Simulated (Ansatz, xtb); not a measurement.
Relative energy of two isomers of CH9BGeSi

Structure a is `[BH2][Ge@@H]([CH3])[SiH3]`, a singlet and structure b is `[BH2][GeH2][SiH2]C`, a singlet. Both are isolated molecules in the gas phase, relaxed with B3LYP/def2-SVP; the shapes shown needn't be the lowest conformers.

a (Å):

```xyz
13

C     2.0673   -1.2959   -1.9661
B    -0.8022   -0.5209   -0.2979
Ge    1.0047   -1.5032   -0.3043
Si    2.2788   -0.5845    1.5390
H    -1.6919   -0.8723    0.4367
H    -0.9753    0.4643   -0.9728
H     0.8559   -3.0156    0.0086
H     2.2152   -0.2292   -2.1921
H     1.5407   -1.7624   -2.8124
H     3.0516   -1.7755   -1.8607
H     2.5206    0.8763    1.3367
H     3.6040   -1.2701    1.6241
H     1.5643   -0.7671    2.8375
```

b (Å):

```yaml
atoms:
  - { symbol: C, position_ang: [0.0319, -2.8337, -2.3105] }
  - { symbol: B, position_ang: [-1.4466, 0.5804, 1.4534] }
  - { symbol: Ge, position_ang: [-1.5066, -1.2351, 0.4947] }
  - { symbol: Si, position_ang: [0.0501, -1.1976, -1.3584] }
  - { symbol: H, position_ang: [-2.1545, 1.4882, 1.0953] }
  - { symbol: H, position_ang: [-0.6543, 0.7831, 2.3392] }
  - { symbol: H, position_ang: [-2.8999, -1.5682, -0.0949] }
  - { symbol: H, position_ang: [-1.0963, -2.4207, 1.4034] }
  - { symbol: H, position_ang: [1.4214, -0.9251, -0.8277] }
  - { symbol: H, position_ang: [-0.3126, -0.0683, -2.2689] }
  - { symbol: H, position_ang: [0.7479, -2.7980, -3.1479] }
  - { symbol: H, position_ang: [-0.9690, -3.0374, -2.7222] }
  - { symbol: H, position_ang: [0.3108, -3.6735, -1.6549] }
```

Quicker runs give these differences E(b) − E(a): GFN2-xTB +1.0 kJ/mol; HF/STO-3G −15.0 kJ/mol (at GFN2-xTB geometries); r2SCAN-D4/def2-SVP −16.0 kJ/mol (at GFN2-xTB geometries).

**Question.** Which of the two would you expect CCSD(T)/def2-SVP + ΔMP2/def2-TZVPP electronic energies to favour?

**Answer.** Structure b; the calculation gives E(b) − E(a) = −11.2 kJ/mol.

How the difference moves with the method:

```
                             level        geometry  E(b) − E(a) (kJ/mol)  departure from the last row (kJ/mol)  job, with rough time for the two
                          GFN2-xTB        GFN2-xTB                    +1.0                                 +12.3               optimisation, 0.4 s
                         HF/STO-3G        GFN2-xTB                   −15.0                                  −3.8              single point, 0.74 s
                r2SCAN-D4/def2-SVP        GFN2-xTB                   −16.0                                  −4.8               single point, 4.6 s
                    B3LYP/def2-SVP  B3LYP/def2-SVP                   −15.4                                  −4.2                optimisation, 84 s
                       HF/def2-SVP  B3LYP/def2-SVP                   −15.4                                  −4.1           part of the CCSD(T) run
                      MP2/def2-SVP  B3LYP/def2-SVP                   −13.2                                  −2.0           part of the CCSD(T) run
                  CCSD(T)/def2-SVP  B3LYP/def2-SVP                   −13.1                                  −1.8                      single point
CCSD(T)/def2-SVP + ΔMP2/def2-TZVPP  B3LYP/def2-SVP                   −11.2                                                      single point, 47 s
```

As drawn, b has 1 C–Si, 1 Ge–H in place of 1 C–Ge, 1 Si–H.

GFN2-xTB finds them nearly level. The largest departure from CCSD(T)/def2-SVP + ΔMP2/def2-TZVPP is that of GFN2-xTB, 12.3 kJ/mol. The last row adds to CCSD(T) the change of the MP2 difference between the two basis sets, here +1.8 kJ/mol.

With thermal terms from frequencies at re-optimised GFN2-xTB minima (ideal gas, soft modes damped towards free rotors, one conformer each, 298.15 K, 1 atm): on the last row, ΔE + ΔZPE = −9.9, ΔH = −10.7, ΔG = −9.7 kJ/mol.

The correlated steps freeze 16 core orbitals; the filled d shell of Ge is correlated, in a basis made for valence electrons. Mirror images aren't counted in ΔG. Run with Ansatz 0.2.0, xtb 6.7.1; the last row on 2 threads of Intel(R) Xeon(R) Platinum 8259CL CPU @ 2.50GHz (Skylake/Cascade Lake) on a shared host.

Structure b is favoured modestly, and the preference survives the thermal terms, with ΔG at −9.7 kJ/mol. Both isomers keep the B–Ge and Ge–Si links, so the energy difference mainly reflects whether methyl sits on germanium or silicon. Two larger effects oppose each other: C–Si is stronger than C–Ge, but Si–H is also stronger than Ge–H. The balance favours b because silicon, the more electropositive of the two, gains more from the polar bond to carbon than it loses by giving up a hydrogen. Different hyperconjugation into the empty boron p orbital may also contribute.

Hartree–Fock already gives the preference, so it doesn't originate in electron correlation, which only weakens it slightly. The close agreement of MP2 and CCSD(T) in the same basis supports using MP2 for the basis-set correction. GFN2-xTB alone reverses the sign, probably through a small imbalance in its description of these bonds. The result doesn't make b the most stable isomer overall, since structures with methyl on boron could well lie lower.
